**LS coupling and its breakdown along the iron ions**

The table gives the lowest level, term weight, free-ion moment, gap to the next level and mean radius of the open shell for Fe to Fe²³⁺, from one-configuration radial Dirac CI on exchange-only KLI orbitals with Breit and QED terms and valence Slater integrals scaled by 0.9. The program compares first-order LS coupling with intermediate coupling in the full $l^n$ space, using $\zeta$ and $F^k$ of the same runs and no fitted parameter, and tests a screened hydrogenic Dirac shift of $g$ on the one-electron and one-hole rows. LS gaps miss the table by up to 47 % (Fe²⁰⁺) and LS moments by up to 5.4 % (Fe¹⁹⁺); mixing brings the gaps within 3.1 % (worst Fe²⁺; Fe⁺ is not modelled), but gives the wrong $J$ for the lowest ⁴G level of Fe³⁺. The Dirac shift accounts for the one-electron moments within the last printed digit. Changing the scale factor from 0.9 to 1.0 moves the three term gaps by 10.5 to 12 %, and rough recalled two-figure values suggest that 0.9 overcorrects Fe¹⁹⁺.

Iron atom and ions, computed with radial Dirac CI 1: one-configuration Dirac-Coulomb-Breit CI with model QED, on exchange-only KLI orbitals optimised for each configuration. Valence Slater integrals are scaled by 0.9. The moment is g sqrt(J(J+1)) of the lowest level, and the mean radius is that of the open shell of highest l, averaged over j.

## The fit in Python

```python
# Table: lowest levels, moments, gaps, radii of Fe ions; radial Dirac CI (one configuration, KLI orbitals,
# Breit + QED, Slater integrals x0.9). Tested: LS coupling, intermediate coupling (IC) in l^n, Dirac shift of g.
T = {
    'ion': ['Fe', 'Fe+', 'Fe2+', 'Fe3+', 'Fe4+', 'Fe5+', 'Fe6+', 'Fe7+', 'Fe9+', 'Fe10+', 'Fe11+', 'Fe12+', 'Fe13+', 'Fe15+', 'Fe17+', 'Fe18+', 'Fe19+', 'Fe20+', 'Fe21+', 'Fe23+'],
    'Z': [26, 26, 26, 26, 26, 26, 26, 26, 26, 26, 26, 26, 26, 26, 26, 26, 26, 26, 26, 26],
    'charge': [0, 1, 2, 3, 4, 5, 6, 7, 9, 10, 11, 12, 13, 15, 17, 18, 19, 20, 21, 23],  # e
    'N': [26, 25, 24, 23, 22, 21, 20, 19, 17, 16, 15, 14, 13, 11, 9, 8, 7, 6, 5, 3],
    'configuration': ['[Ar] 3d6 4s2', '[Ar] 3d6 4s', '[Ar] 3d6', '[Ar] 3d5', '[Ar] 3d4', '[Ar] 3d3', '[Ar] 3d2', '[Ar] 3d', '[Ne] 3s2 3p5', '[Ne] 3s2 3p4', '[Ne] 3s2 3p3', '[Ne] 3s2 3p2', '[Ne] 3s2 3p', '[Ne] 3s', '1s2 2s2 2p5', '1s2 2s2 2p4', '1s2 2s2 2p3', '1s2 2s2 2p2', '1s2 2s2 2p', '1s2 2s'],
    'open_shell': ['3d', '3d', '3d', '3d', '3d', '3d', '3d', '3d', '3p', '3p', '3p', '3p', '3p', '3s', '2p', '2p', '2p', '2p', '2p', '2s'],
    'lowest_level': ['5D4', '6D9/2', '5D4', '6S5/2', '5D0', '4F3/2', '3F2', '2D3/2', '2Po3/2', '3P2', '4So3/2', '3P0', '2Po1/2', '2S1/2', '2Po3/2', '3P2', '4So3/2', '3P0', '2Po1/2', '2S1/2'],
    'term_weight': [100, 100, 100, 100, 100, 100, 100, 100, 100, 96, 97, 97, 100, 100, 100, 89, 87, 91, 100, 100],  # %
    'free_ion_moment': [6.71, 7.742, 6.71, 5.92, None, 0.7724, 1.632, 1.547, 2.582, 3.622, 3.84, None, 0.5756, 1.733, 2.577, 3.538, 3.68, None, 0.5723, 1.729],  # μB
    'next_level': ['5D3', '6D7/2', '5D3', '4G11/2', '5D1', '4F5/2', '3F3', '2D5/2', '2Po1/2', '3P1', '2Do3/2', '3P1', '2Po3/2', None, '2Po1/2', '3P0', '2Do3/2', '3P1', '2Po3/2', None],
    'next_level_energy': [407.43, 373.16, 419.76, 33056, 137.69, 493.67, 1016.3, 1790.5, 15858, 12789, 42795, 9318.0, 19158, None, 102460, 77424, 130150, 72936, 120990, None],  # cm⁻¹
    'mean_radius': [1.1223, 1.0975, 1.0631, 0.97997, 0.91621, 0.86465, 0.82142, 0.78425, 0.74542, 0.73028, 0.71592, 0.70227, 0.68933, 0.67303, 0.22589, 0.22174, 0.21778, 0.21402, 0.21046, 0.23935],  # bohr
}
import re, numpy as np
from itertools import combinations
from functools import cache
from sympy.physics.wigner import gaunt
from scipy.constants import alpha, physical_constants as pc
gs = abs(pc['electron g factor'][0])
# zeta and unscaled F^2, F^4 (cm-1): further outputs of the same runs, row order, 0 where absent
ze = [391.98,392.46,395.09,452.59,513.13,576.55,643.14,713.28,10551.9,11080.5,11621.8,12175.6,12741.8,0,68134.3,71063.7,74094.4,77228.6,80468.9,0]
F2 = [83347,85114,87940,96654,104593,111963,118901,0,0,137448,140166,142803,0,0,0,428664,437315,445811,0,0]
F4 = [51537,52709,54600,60417,65741,70698,75372] + [0]*13
def term(s):
    a = re.match(r'(\d)([SPDFG])o?(\d+)(/2)?', s)
    return (int(a[1])-1)/2, 'SPDFG'.index(a[2]), int(a[3])/(2 if a[4] else 1)
@cache
def ops(l, n):
    D = [sum(1 << i for i in c) for c in combinations(range(4*l+2), n)]; ix = {d: a for a, d in enumerate(D)}
    def lift(h):
        M = np.zeros((len(D), len(D))); nz = [(int(i), int(k)) for i, k in zip(*np.nonzero(h))]
        for a, d in enumerate(D):
            for i, k in nz:
                if d >> k & 1 and (i == k or not d >> i & 1):
                    e = d ^ (1 << k); M[ix[e | (1 << i)], a] += h[i, k]*(-1)**((e % (1 << k)).bit_count()+(e % (1 << i)).bit_count())
        return M
    m = list(range(-l, l+1)); lz = np.diag(np.array(m, float)); lp = np.diag([np.sqrt(l*(l+1)-x*(x+1)) for x in m[:-1]], -1)
    sz = np.diag([-.5, .5]); sp = np.array([[0, 0], [1., 0]]); I2 = np.eye(2); Il = np.eye(2*l+1); K = np.kron
    C = lambda k, q: lift(K(np.array([[np.sqrt(4*np.pi/(2*k+1))*(-1.)**a*float(gaunt(l, k, l, -a, q, b)) if a-b == q else 0. for b in m] for a in m]), I2))
    H = [sum(.5*c@c.T for c in (C(k, q) for q in range(-k, k+1))) for k in (2, 4)]
    Lz, Sz, Lp, Sp = lift(K(lz, I2)), lift(K(Il, sz)), lift(K(lp, I2)), lift(K(Il, sp))
    cas = np.linalg.eigh(Lp.T@Lp+Lz@Lz+Lz+100*(Sp.T@Sp+Sz@Sz+Sz))
    return H, lift(K(lz, sz)+.5*(K(lp, sp.T)+K(lp.T, sp))), np.diag(Lz), np.diag(Sz), cas
def model(l, n, z, f2, f4, L, S):
    H, so, lz, sz, (cw, U) = ops(l, n); w, V = np.linalg.eigh(f2*H[0]+f4*H[1]+z*so)
    ed = [0]+list(np.where(np.diff(w) > .01)[0]+1)+[len(w)]; G = V[:, :ed[1]]; p = (G**2).sum(1); jz = lz+sz
    wt = 100*((U[:, abs(cw-L*(L+1)-100*S*(S+1)) < .1].T@G)**2).sum()/ed[1]
    return [(w[a]-w[0], (b-a-1)/2) for a, b in zip(ed, ed[1:])], (p@((lz+gs*sz)*jz)/(p@jz**2) if ed[1] > 1 else 0), wt
R = {}; B = []; pe = lambda a, b: 100*(a/b-1)
print('ion zeta/F2 gap/cm-1 | % (model-table)/table: LS IC | J next tab/IC | weight tab/IC | IC gap % change 0.9->1.0 (gap floor <0.005%)')
for i, ion in enumerate(T['ion']):
    sh = T['open_shell'][i]; N = int(sh[0]); l = 'spd'.index(sh[1]); n = int(re.search(sh+r'(\d*)', T['configuration'][i])[1] or 1)
    S, L, J = term(T['lowest_level'][i]); E = T['next_level_energy'][i]; mu = T['free_ion_moment'][i]; ic = l > 0 and ion != 'Fe+'
    if ic: lev, g, wt = model(l, n, ze[i], .9*F2[i], .9*F4[i], L, S); E1 = model(l, n, ze[i], F2[i], F4[i], L, S)[0][1][0]
    if E is not None:
        S2, L2, J2 = term(T['next_level'][i])
        ls = abs(ze[i]/(4*S)*(J2*(J2+1)-J*(J+1))) if (S2, L2) == (S, L) else model(l, n, 0, .9*F2[i], .9*F4[i], L, S)[0][1][0]
        s = f"{ion:6}{(f'{ze[i]/F2[i]:.4f}' if F2[i] else '  -   ')} {E:9.1f} | {pe(ls, E):+6.1f}"
        if ic: R[ion] = (pe(ls, E), pe(lev[1][0], E), wt-T['term_weight'][i], l, lev, E1, E)
        print(s + (f" {pe(lev[1][0], E):+5.1f} | {J2}/{lev[1][1]} | {T['term_weight'][i]}/{wt:.1f} | {pe(E1, lev[1][0]):+.1f}" if ic else ' (no IC: 3d-4s exchange not given)'))
    if mu is not None:
        q = J*(J+1); gL = 1+(gs-1)*(q+S*(S+1)-L*(L+1))/(2*q); dg = None
        if n in (1, 4*l+1): Ze = (3*N*N-l*(l+1))/(2*T['mean_radius'][i]); dg = -(J+.5)**2*(Ze*alpha)**2/(2*N*N*q)
        B.append((ion, mu, gL, g if ic else gL, dg, q**.5))
print('ion moment/muB g(table) g(LS) | % error: floor LS IC | one-electron rows: g(table)-g(LS), Dirac dg, LS+Dirac % error')
for ion, mu, gL, g, dg, r in B:
    s = f"{ion:6}{mu:7.4f} {mu/r:.4f} {gL:.4f} | {50*10**(np.floor(np.log10(mu))-3)/mu:.3f} {pe(gL*r, mu):+.3f} {pe(g*r, mu):+.3f}"
    print(s + ('' if dg is None else f" | {mu/r-gL:+.4f} {dg:+.4f} {pe((gL+dg)*r, mu):+.3f}"))
for ion, x in (('Fe3+', 3.2e4), ('Fe11+', 4.2e4), ('Fe19+', 1.4e5)):  # rough recalled measured gaps, two figures
    print(f"{ion} term gap/cm-1: table {R[ion][6]:.0f}, IC unscaled {R[ion][5]:.0f}, rough recalled {x:.1e}: {pe(R[ion][6], x):+.0f}%, {pe(R[ion][5], x):+.0f}%")
for sh in ('3d', '3p', '2p'):
    k = [i for i in range(len(ze)) if T['open_shell'][i] == sh and F2[i]]; x = -np.log([T['mean_radius'][i] for i in k])
    print(f"{sh}: slope vs ln(1/<r>): ln zeta {np.polyfit(x, np.log([ze[i] for i in k]), 1)[0]:.2f}, ln F2 {np.polyfit(x, np.log([F2[i] for i in k]), 1)[0]:.2f}; mean zeta/F2 {np.mean([ze[i]/F2[i] for i in k]):.4f}")
wl, wi = (max(R, key=lambda a: abs(R[a][c])) for c in (0, 1))
print(f"worst gap: LS {wl} {R[wl][0]:+.1f}%, IC {wi} {R[wi][1]:+.1f}%; IC Fe18+ (cm-1, J):", [(int(round(e)), float(j)) for e, j in R['Fe18+'][4][1:3]])
assert all(abs(v[1]) < 3.5 and abs(v[2]) < 1.5 for v in R.values() if v[3] == 1)
assert R['Fe20+'][0] < R['Fe12+'][0] < -20 and R['Fe18+'][4][1][1] == 0
assert all(mu < gL*r for ion, mu, gL, g, dg, r in B if dg is not None)
```

It prints:

```
ion zeta/F2 gap/cm-1 | % (model-table)/table: LS IC | J next tab/IC | weight tab/IC | IC gap % change 0.9->1.0 (gap floor <0.005%)
Fe    0.0047     407.4 |   -3.8  -0.8 | 3.0/3.0 | 100/99.9 | -0.3
Fe+   0.0046     373.2 |   -5.3 (no IC: 3d-4s exchange not given)
Fe2+  0.0045     419.8 |   -5.9  -3.1 | 3.0/3.0 | 100/99.9 | -0.3
Fe3+  0.0047   33056.0 |   +0.3  +0.2 | 5.5/2.5 | 100/99.9 | +11.1
Fe4+  0.0049     137.7 |   -6.8  +2.5 | 1.0/1.0 | 100/99.8 | -1.0
Fe5+  0.0051     493.7 |   -2.7  +2.5 | 2.5/2.5 | 100/99.8 | -0.5
Fe6+  0.0054    1016.3 |   -5.1  +0.0 | 3.0/3.0 | 100/99.7 | -0.5
Fe7+    -       1790.5 |   -0.4  -0.4 | 2.5/2.5 | 100/100.0 | +0.0
Fe9+    -      15858.0 |   -0.2  -0.2 | 0.5/0.5 | 100/100.0 | +0.0
Fe10+ 0.0806   12789.0 |  -13.4  -0.3 | 1.0/1.0 | 96/95.7 | -1.0
Fe11+ 0.0829   42795.0 |   +6.1  +0.0 | 1.5/1.5 | 97/97.4 | +12.0
Fe12+ 0.0853    9318.0 |  -34.7  -0.3 | 1.0/1.0 | 97/96.7 | -2.8
Fe13+   -      19158.0 |   -0.2  -0.2 | 1.5/1.5 | 100/100.0 | +0.0
Fe17+   -     102460.0 |   -0.3  -0.3 | 0.5/0.5 | 100/100.0 | +0.0
Fe18+ 0.1658   77424.0 |  +37.7  -2.4 | 0.0/0.0 | 89/89.3 | +4.5
Fe19+ 0.1694  130150.0 |   +8.9  -0.6 | 1.5/1.5 | 87/87.6 | +10.5
Fe20+ 0.1732   72936.0 |  -47.1  -0.6 | 1.0/1.0 | 91/91.2 | -3.0
Fe21+   -     120990.0 |   -0.2  -0.2 | 1.5/1.5 | 100/100.0 | +0.0
ion moment/muB g(table) g(LS) | % error: floor LS IC | one-electron rows: g(table)-g(LS), Dirac dg, LS+Dirac % error
Fe     6.7100 1.5004 1.5012 | 0.007 +0.051 +0.030
Fe+    7.7420 1.5562 1.5568 | 0.006 +0.041 +0.041
Fe2+   6.7100 1.5004 1.5012 | 0.007 +0.051 +0.032
Fe3+   5.9200 2.0013 2.0023 | 0.008 +0.050 +0.036
Fe5+   0.7724 0.3989 0.3986 | 0.006 -0.064 +0.096
Fe6+   1.6320 0.6663 0.6659 | 0.031 -0.055 +0.081
Fe7+   1.5470 0.7989 0.7995 | 0.032 +0.084 +0.084 | -0.0007 -0.0006 +0.013
Fe9+   2.5820 1.3333 1.3341 | 0.019 +0.058 +0.058 | -0.0008 -0.0009 -0.009
Fe10+  3.6220 1.4787 1.5012 | 0.014 +1.521 +0.058
Fe11+  3.8400 1.9830 2.0023 | 0.013 +0.976 +0.055
Fe13+  0.5756 0.6646 0.6659 | 0.009 +0.188 +0.188 | -0.0012 -0.0013 -0.007
Fe15+  1.7330 2.0011 2.0023 | 0.029 +0.061 +0.061 | -0.0012 -0.0016 -0.018
Fe17+  2.5770 1.3308 1.3341 | 0.019 +0.252 +0.252 | -0.0033 -0.0035 -0.010
Fe18+  3.5380 1.4444 1.5012 | 0.014 +3.931 +0.233
Fe19+  3.6800 1.9003 2.0023 | 0.014 +5.366 +0.315
Fe21+  0.5723 0.6608 0.6659 | 0.009 +0.765 +0.765 | -0.0051 -0.0050 +0.007
Fe23+  1.7290 1.9965 2.0023 | 0.029 +0.293 +0.293 | -0.0058 -0.0056 +0.013
Fe3+ term gap/cm-1: table 33056, IC unscaled 36824, rough recalled 3.2e+04: +3%, +15%
Fe11+ term gap/cm-1: table 42795, IC unscaled 47949, rough recalled 4.2e+04: +2%, +14%
Fe19+ term gap/cm-1: table 130150, IC unscaled 143029, rough recalled 1.4e+05: -7%, +2%
3d: slope vs ln(1/<r>): ln zeta 1.64, ln F2 1.15; mean zeta/F2 0.0049
3p: slope vs ln(1/<r>): ln zeta 2.41, ln F2 0.98; mean zeta/F2 0.0829
2p: slope vs ln(1/<r>): ln zeta 2.35, ln F2 1.11; mean zeta/F2 0.1695
worst gap: LS Fe20+ -47.1%, IC Fe2+ -3.1%; IC Fe18+ (cm-1, J): [(75578, 0.0), (88420, 1.0)]
```
